GaP: valence levels at two withheld k points

In gallium phosphide the top of the valence band is built mainly from p orbitals, while a band of mostly phosphorus 3s character lies roughly 10 eV further down. From one k point to another these levels can move by one to several eV. Such shifts are comparable with the band gap, so a level computed at one k point is a poor stand-in for the whole band. Can the levels at five k points, with some bonding theory, predict those at two others?

A k point fixes how the electron wave changes from one unit cell to the next. Its coordinates, point a, point b and point c, are the phase steps along the three lattice vectors, in fractions of a full turn. At Γ, the point (0, 0, 0), every cell carries the same phase. The second withheld point, (0.2, 0.2, 0), lies 40% of the way from Γ to X, a high-symmetry point on the zone boundary.

ABINIT 10.8.3, plane-wave DFT with the r2SCAN functional and JTH PAW PBE v2.0 datasets, for GaP (space group F-43m, 2 atoms per cell), without spin polarisation or spin-orbit coupling. The k mesh is 5×5×5 and the plane-wave cutoff 653 eV; levels are counted from the top of the valence band.

```
point a (reciprocal cell vector)  point b (reciprocal cell vector)  point c (reciprocal cell vector)  level under 4 (eV)  level under 3 (eV)  level under 2 (eV)  level under 1 (eV)
                          0.0000                            0.0000                            0.0000                   ?                   ?                   ?                   ?
                          0.2000                            0.2000                            0.0000                   ?                   ?                   ?                   ?
                         -0.4000                            0.2000                            0.0000             -10.538              -6.566              -3.264              -1.638
                         -0.2000                            0.2000                            0.0000             -11.676              -4.611              -2.739              -0.798
                          0.4000                            0.4000                            0.0000             -10.513              -6.165              -2.626              -2.626
                         -0.4000                            0.4000                            0.0000              -9.911              -6.819              -3.851              -2.511
                         -0.4000                            0.4000                            0.2000             -10.219              -6.402              -3.764              -2.781
```

The columns count downwards from the gap: level under 1 is the highest valence level at that point and level under 4 the lowest of the four shown. The zero is the top of the valence band. The known lowest levels run from -9.9 to -11.7 eV, and the task is to find what orders them.

The lowest level: neighbours in step

Each Ga atom has four P neighbours. A P 3s orbital looks the same from every side, so its bonding with the Ga 4s orbital depends only on whether the four neighbours carry the same phase. If they do, their contributions add; if their phases are spread evenly, they cancel. The degree of agreement is the squared length of the average of four phase arrows:

S = |1 + exp(2πi a) + exp(2πi b) + exp(2πi c)|² / 16

Here a, b and c are the three coordinates of the k point. S is 1 at Γ and 0 at X.

In the five known rows the lowest level deepens each time S grows. It is highest at (-0.4, 0.4, 0), where S is only 0.01, and deepest at (-0.2, 0.2, 0), where S is 0.43. This is the order expected if bonding between s orbitals lowers the band. The orbital characters themselves come from standard chemistry, not from the table.

Two levels that couple push each other apart. Let their average energy be M, half their original separation D, and their coupling V√S. The lower, bonding level is then

E = M - √(D² + V² S)

While the coupling is weak, E falls in proportion to S. Once the coupling exceeds the original separation, the fall slows, because the root then grows only as √S. The choice between a straight line and a root therefore matters most near Γ.

I fitted the equivalent form E = C - B √(S + s) to the five known rows by least squares, scanning s over a grid. This gave C = -8.00 eV, B = 4.81 eV and s = 0.152, with a typical miss of 0.07 eV. The constants can compensate for one another and also absorb the bonding of P 3s with Ga 4p, so they should not be read as atomic energies or couplings.

A straight line in S fits the same rows almost as well, with a typical miss of 0.08 eV. Leaving out each row in turn even favours the line slightly. The line is what the root becomes when s is large, so the known rows fix s only loosely, and the forecast at Γ depends on it. I choose the root on physical grounds: near Γ the coupling should be strong enough for the fall to slow.

At Γ the root gives

E = -8.00 - 4.81 × √(1 + 0.152) ≈ -13.2 eV

The straight line gives -14.0 eV. At the 40% point two neighbours keep their phase and two are turned by 72°, so S = cos² 36° = 0.65. There the root gives -12.3 eV. Both points lie beyond the largest S in the fit, so their error bars must be wider than the scatter of the known rows.

The upper levels: p bonding follows another rule

A p orbital has a positive and a negative lobe, so equal phases on all four neighbours do not give the strongest p bonding. At Γ only p orbitals pointing along the same axis couple, and their head-on and sideways contributions partly cancel. Away from Γ, p orbitals along different axes can couple too, and there the two contributions reinforce each other. Theory therefore has the highest two valence levels sinking as k moves from Γ towards X, while the s-like level rises.

At Γ the tetrahedral surroundings make the three p directions equivalent, so the three upper levels must coincide. The valence top of GaP is known to lie at Γ, which puts all three at zero. Spin-orbit coupling, left out of this calculation, would split them by roughly 0.1 eV, a recalled size.

On the line from Γ to X, two of the p directions stand perpendicular to the line and remain equivalent without spin-orbit coupling. The known row at 80% of the way, (0.4, 0.4, 0), shows this: its top two levels are both -2.626 eV. The same pairing must hold at the 40% point.

The energy of the pair follows from another two-level formula. On this line the coupling between p orbitals along different axes has a squared strength proportional to 1 - S, which gives

E = h - √(h² + K (1 - S))

Here h is half the splitting between the bonding and antibonding p levels at Γ, and K sets how fast the bonding strengthens. I take h = 2.5 eV, from a rough recalled splitting of 5 eV. The 80% row fixes K, so that row is an anchor and not a test.

The estimate takes three steps. At 80% of the way the second term under the root must be (2.5 + 2.626)² - 2.5² = 20.0 eV². At the 40% point 1 - S is 0.382 times as large, which leaves 7.65 eV². The pair should therefore lie at

E = 2.5 - √(6.25 + 7.65) ≈ -1.2 eV

The splitting was only recalled, so it is useful to know how much depends on it. A very large h would put the pair at -1.0 eV and a very small one at -1.6 eV. Within this model, even a poor value of h cannot move the answer far.

The third level belongs to the p orbital that points along the line. The same curve, anchored at its own 80% value, gives -3.2 eV. This is only a crude interpolation. Between nearest neighbours, this orbital has no coupling to p orbitals along other axes on this line; it sinks through mixing with s orbitals, which the formula does not describe.

Forecasts

The error bars are judgements that allow for the reach beyond the known points and for the simplicity of the formulas.

At Γ: lowest level -13.2 eV, give or take 0.8 eV; the three upper levels at 0.00 eV, within 0.01 eV.

At the 40% point: lowest level -12.3 eV, give or take 0.4 eV; third level under the gap -3.2 eV, give or take 0.7 eV; top two levels equal within 0.01 eV, at -1.2 eV, give or take 0.3 eV.

The withheld rows as computed:

```
point a (reciprocal cell vector)  point b (reciprocal cell vector)  point c (reciprocal cell vector)  level under 4 (eV)  level under 3 (eV)  level under 2 (eV)  level under 1 (eV)
                          0.0000                            0.0000                            0.0000             -13.023               0.000               0.000               0.000
                          0.2000                            0.2000                            0.0000             -12.310              -2.841              -1.336              -1.336
```

What the computed levels say

The comparison is with this r2SCAN run, not with measured energies. The run uses datasets made with PBE, an inconsistency whose effect was not tested. Every forecast falls within its range. The lowest level at Γ is -13.02 eV, so the root formula put it 0.14 eV too deep. At the 40% point the formula is off by only 0.01 eV. That is closer than its typical miss on the rows used to fit it, so it should not be taken as the precision of the method.

The straight line, which the known rows could hardly tell from the root, is too deep by 0.97 eV at Γ and by 0.30 eV at the 40% point. The s-like level does keep falling as the neighbours come into step, but with diminishing returns. This is what level repulsion predicts, although another curve that flattens in the same way could also match these two points.

The three upper levels at Γ are zero to the digits printed. Since the zero was defined as the valence top, this result confirms where the top lies and that it is threefold; it does not test the bonding formula. The pairing at the 40% point also holds to the digits printed.

The energy of that pair is a real test. It lies at -1.336 eV, 0.11 eV below the unrounded estimate and between the two limits. A smaller p splitting at Γ than the one I assumed moves the estimate in the right direction, but not far. The second empty level at Γ in this run lies at 4.199 eV. If it is the antibonding p level, h is 2.10 eV, and putting that into the formula removes only about a quarter of the miss. Coupling to second neighbours is expected to add a term proportional to 1 - S, which helps or hurts according to its sign, so the cause of the rest stays open.

The third level shows the largest miss, as its wide error bar allowed. It lies at -2.841 eV, and the estimate was 0.36 eV too deep. The likely reason, though this remains a guess, is that the formula gives the level a single partner, while this orbital couples to s and p levels at once. The anchor at 80% already contains that mixing, but one point cannot fix the shape of the curve.

With the withheld points filled in, the line from Γ to X shows the two kinds of bonding side by side. Over the first 40% of the way the s-like level rises by 13.02 - 12.31 = 0.71 eV, and over the next 40% by 12.31 - 10.51 = 1.80 eV. The p pair instead sinks by about 1.3 eV in each step.

In this picture two effects make the difference. The phases turn equally far in both steps, but S changes less in the first than in the second. Level repulsion also responds less to a change of S where coupling is already strong, which for the s-like level is near Γ. That level therefore starts slowly and then speeds up. For the p pair the additional coupling starts from nothing at Γ, where the root responds most strongly. This stronger early response makes up for much of the smaller change of S in the first step, but not all of it: the formula gives steps of 1.23 and 1.40 eV, less even than the computed ones.

For a related crystal with the same tetrahedral structure, the first question is therefore how the orbital sees its neighbours. An s orbital bonds best when they are all in step, so its band is deepest at Γ. The p orbitals that form the valence top bond better away from Γ, so their band is highest at Γ. How fast either band moves depends on whether its coupling is still small or already large compared with the separation of the levels that repel each other.
